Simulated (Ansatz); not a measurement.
## MoPd: energy above lowest point as volume scale varies

Results calculated with Ansatz 0.2.0, not measured. Free energy against uniform scaling of the volume at fixed shape and fractions; periodic cell, basis, potentials, k mesh and filling as listed.

The cell before it is scaled or strained (space group P-6m2, No. 187):
```
cell vectors (Å)
   2.8032     0.0000     0.0000
  -1.4016     2.4276     0.0000
   0.0000     0.0000     4.5815
atoms (fractions of the cell vectors)
Mo  0.66667  0.33333  0.50000
Pd  0.33333  0.66667  0.00000
```

Settings of every row: functional PBEsol; dispersion none; potentials PAW; wave cutoff 557.83 eV; density cutoff 2231.3 eV; k mesh 12x12x6; k shift 0x0x0; occupations fermi dirac; smearing width 0.05 eV; spin none.

Limits: coarse k mesh, up to 40 meV an atom off; the cell comes from a prototype or a list of computed structures and needn't be the stable phase.

| row | volume scale | V (Å³/atom) | energy above lowest point (meV/atom) |
| --- | --- | --- | --- |
| 1 | 0.9406 | 14.663 | 0 |
| 2 | 0.9703 | 15.126 | 7 |
| 3 | 1 | 15.589 | 33.7 |
| 4 | 1.0297 | 16.052 | ? |
| 5 | 1.0594 | 16.515 | 133.9 |

Question: what energy above lowest point should row 4 give?

Worked fit of energy above lowest point. Take u = (V_r/V)^(2/3) − 1 with V_r = 15.357 Å³ an atom, which is twice the finite (Eulerian) strain; such expansions in the strain, on which the Birch-Murnaghan equation of state is built, carry the rest volume and the bulk modulus. The shown rows have u = 0.03131, 0.01016, -0.00995, -0.04731. Least squares give energy above lowest point = 18.1 − 1323.4 × u + 23772 × u² meV/atom; a straight line predicts inner rows, each left out in turn, worse (root mean square 23 against 0.21 meV/atom). The rows lie off it by 0.0, -0.1, 0.1, 0.0. Its lowest point lies at u = 0.0278, or V = 14.74 Å³ an atom, and the curvature there gives the bulk modulus at fixed shape and fractions, B = (4/9)(1 + u)² E″(u)/V = 243 GPa. Letting shape and atoms relax would as a rule lower it, by much in layered, chain or molecular crystals. The withheld row has u = -0.02908, so the fit gives 18.1 − 1323.4 × (-0.02908) + 23772 × (-0.02908)² = 76.7 meV/atom.

The calculation gave 76.9 meV/atom. The fit lies 0.2 meV/atom (0.15 % of the column's range) below it; its largest miss of a shown row is 0.1 meV/atom.
